**Question**

I have strained a crystal of HBr chains in a density functional calculation, in two ways. In the "clamped c" rows only the cell edge c changes; in the "shear ca" rows c is tilted towards a.

HBr strained from an 8-atom cell with a = 3.337, b = 7.594 and c = 7.606 Å, atoms relaxed within the symmetry; changes are relative to the unstrained cell. Ansatz 0.2.0, plane-wave PAW, scalar-relativistic, r2SCAN, no spin polarisation, cutoff 500 eV, Gamma-centred 8×4×4 k mesh, Gaussian smearing of 0.02 eV. Band gaps are taken on the k mesh.

| strain kind | strain (%) | cell freedom | energy change (meV/atom) | volume change (%) | strained space group number | band gap (eV) |
| --- | --- | --- | --- | --- | --- | --- |
| clamped c | -4.5 | cell held, only c stretched | 1.4 | -4.50 | 69 | 1.525 |
| clamped c | -3.0 | cell held, only c stretched | 0.6 | -3.00 | 69 | 1.589 |
| clamped c | -1.5 | cell held, only c stretched | 0.1 | -1.50 | 69 | 1.640 |
| clamped c | 1.5 | cell held, only c stretched | 0.1 | 1.50 | 69 | 1.713 |
| clamped c | 3.0 | cell held, only c stretched | 0.4 | 3.00 | 69 | 1.726 |
| clamped c | 4.5 | cell held, only c stretched | 0.8 | 4.50 | 69 | 1.737 |
| shear ca | -4.5 | cell held, c moved along a by strain times its height | 0.5 | 0.00 | 12 | 1.701 |
| shear ca | -3.0 | cell held, c moved along a by strain times its height | 0.2 | 0.00 | 12 | 1.682 |
| shear ca | -1.5 | cell held, c moved along a by strain times its height | 0.1 | 0.00 | 12 | 1.683 |
| shear ca | 1.5 | cell held, c moved along a by strain times its height | 0.1 | 0.00 | 12 | 1.698 |
| shear ca | 3.0 | cell held, c moved along a by strain times its height | 0.2 | 0.00 | 12 | 1.699 |
| shear ca | 4.5 | cell held, c moved along a by strain times its height | 0.5 | 0.00 | 12 | 1.701 |

Squeezing c lowers the band gap a lot, while stretching it by the same amount raises the gap only a little. Is that just ordinary curvature? The shear does almost nothing, yet −1.5 % gives 1.683 eV and +1.5 % gives 1.698 eV. Why should the gap care which way I shear?

**Answer**

Near zero strain, one percent of compression along c lowers the gap by roughly 30 meV, and one percent of stretching raises it by roughly 10 meV. A shear of a few percent changes it by a few meV at most. The first contrast is more than ordinary curvature: it is best explained by a break in slope, where two valence states change places. The difference between your opposite shears is not physical.

**What the strains do to the chains**

This is not a crystal of separate HBr molecules. Straight chains run along a, with each hydrogen midway between two bromines, and symmetry holds it there. The strained c is the 7.606 Å edge across the chains. The clamped rows therefore change the distance between chains along c, while the shear slides them lengthwise past each other; the H–Br distance stays the same throughout. The edge a keeps its length in every row.

**Why the slope breaks**

Seen along a chain, the unstrained crystal looks practically the same after a quarter turn, which exchanges the directions b and c. The highest valence states can then come as a pair of equal energy, one belonging to each direction. Changing c alone removes the quarter turn, and the two states separate in proportion to the strain. The gap is always measured from the upper one, so its slope jumps when the other state takes over.

A likely picture is that these are bromine lone-pair states, one reaching towards the neighbouring chains along c and the other along b. Compression brings the c neighbours closer and pushes the first state up into the gap. Stretching lets it sink, and the second state, whose own neighbours have not moved, is left on top. That would explain the weak response to stretching, though the band edges alone do not identify the orbitals.

The band edges do show where the break sits. Going from −1.5 % to zero strain, the valence edge falls by 134 meV; over the next 1.5 % it falls by only 97 meV. The conduction edge falls by 84 and then 82 meV, with no such break. The absolute shifts depend on the energy zero of each cell, but that zero varies smoothly and cannot produce a jump in one edge alone.

The position of the break fits too. The starting cell is not perfectly square across the chains: b is 7.594 Å, so b and c become equal at a strain of about −0.16 %. Extrapolating the compressed and the stretched branch until they meet gives about −0.13 %. With rows 1.5 % apart this is an estimate, but it puts the break where symmetry says it belongs.

**A simple model**

Let $s$ be the strain of c in percent and $s_0=-0.16$ the strain at which b equals c. To first order, the distance from the average of the two valence states up to the conduction edge changes in proportion to $s$. The splitting of the two valence states grows as $|s-s_0|$, and half of it raises the upper state and so reduces the gap:

$$E_\mathrm{gap}=E_0+A\,s-B\,|s-s_0| .$$

The six clamped rows give $A\approx0.024$ and $B\approx0.016$ eV per percent. Under compression the two effects act together, and the gap changes by $A+B\approx0.040$ eV per percent. Under stretching they oppose each other, leaving $A-B\approx0.008$ eV per percent. These are averages over the whole range, hence the difference from the slopes near zero quoted at the start.

The unstrained crystal was not used in the fit and can serve as a test. With $E_0=1.705$ eV, the model gives

$$E_\mathrm{gap}(0)=1.705-0.016\times0.16\approx1.702\ \mathrm{eV}.$$

The calculation gives 1.698 eV, so the model is about 5 meV too high. A smooth parabola with equally many constants, fitted to the same rows, is 14 meV too low, because it rounds off the break. Ordinary curvature is therefore the poorer description. The kinked model errs because its branches are straight, whereas the calculated gap falls faster the closer the chains come.

The same reasoning covers a neighbouring case. If b and c were strained equally, the quarter turn would survive and the pair would stay together. Symmetry then gives no reason for a break at zero strain.

**Why the sign of the shear cannot matter**

Reflect the crystal so that c points the other way, and a shear of +1.5 % becomes one of −1.5 %. The two crystals are mirror images and must have the same gap. The mirrors of the crystal also prevent this shear from splitting the valence pair in direct proportion to the strain. What remains is a change with the square of the shear: tripling it from 1.5 to 4.5 % should multiply the effect by nine, and the band edges give 8.6.

That settles your odd pair. The band edges of both runs give 1.698 eV, so the printed 1.683 eV at −1.5 % is inconsistent with its own calculation. The printed gap for −3.0 % shear is likewise 17 meV too low, and the one for −1.5 % clamped c is 7 meV too low. I used the band edges for every row; the fits and comparisons are in the output below.

**How far to trust the numbers**

The gaps are taken on a mesh of k points, which can miss the true band edges, and r2SCAN normally makes gaps too small. The trend is safer than the absolute values, with one reservation: spin-orbit coupling, which is sizeable in bromine, was left out. If it mixes the two valence states, it keeps them apart even where b equals c, and the sharp break becomes a rounded one. The trend also belongs to this idealised crystal: real HBr at low temperature and pressure forms zigzag chains with off-centre hydrogens, a distortion that the symmetry imposed here forbids. The starting cell also keeps a small stress, mainly along the chains, so it is not perfectly relaxed.

The analysis program printed:

```
printed gap less gap from band edges, all rows in order (meV): clamped c -0.053, clamped c 0.322, clamped c -7.378, clamped c 0.394, clamped c 0.256, clamped c -0.422, shear ca -0.034, shear ca -17.25, shear ca -15.12, shear ca -0.117, shear ca -0.239, shear ca -0.032
unstrained gap from band edges (eV): 1.698
gap change from -1.5 % to zero, clamped c (meV): 50.36
gap change from zero to +1.5 %, clamped c (meV): 14.87
valence edge change from -1.5 % to zero (meV): -133.9
valence edge change from zero to +1.5 % (meV): -96.84
conduction edge change from -1.5 % to zero (meV): -83.55
conduction edge change from zero to +1.5 % (meV): -81.97
gap slope at zero from compressed and from stretched side (eV per unit strain): 3.421, 1.022
strain where the two extrapolated branches cross, and where b equals c (%): -0.1311, -0.1578
fit of gap on 6 rows (clamp): constant 1.705 +/- 0.0017, coefficient of sc 0.02398 +/- 0.0002, coefficient of abs(sc - szero) -0.01628 +/- 0.00053; rms 0.00112, worst clamped c -0.00191, leave-one-out rms 0.00269
  rows outside the fit (model, value, miss): shear ca 1.702, 1.701, 0.00138; shear ca 1.702, 1.699, 0.00317; shear ca 1.702, 1.698, 0.0043; shear ca 1.702, 1.698, 0.0043; shear ca 1.702, 1.699, 0.00318; shear ca 1.702, 1.701, 0.00139
fit of gap on 6 rows (clamp): constant 1.684 +/- 0.0027, coefficient of sc 0.02325 +/- 0.00049, coefficient of sc**2 -0.002668 +/- 0.00021; rms 0.00272, worst clamped c 0.00415, leave-one-out rms 0.00628
  rows outside the fit (model, value, miss): shear ca 1.684, 1.701, -0.0169; shear ca 1.684, 1.699, -0.0151; shear ca 1.684, 1.698, -0.014; shear ca 1.684, 1.698, -0.014; shear ca 1.684, 1.699, -0.0151; shear ca 1.684, 1.701, -0.0169
unstrained gap, kink model less calculation (meV): 4.682
unstrained gap, smooth parabola less calculation (meV): -13.58
gap rise by shear of 1.5 % and of 4.5 % (meV): 0.3825, 3.297
ratio of these two rises (a square law gives 9): 8.62
```
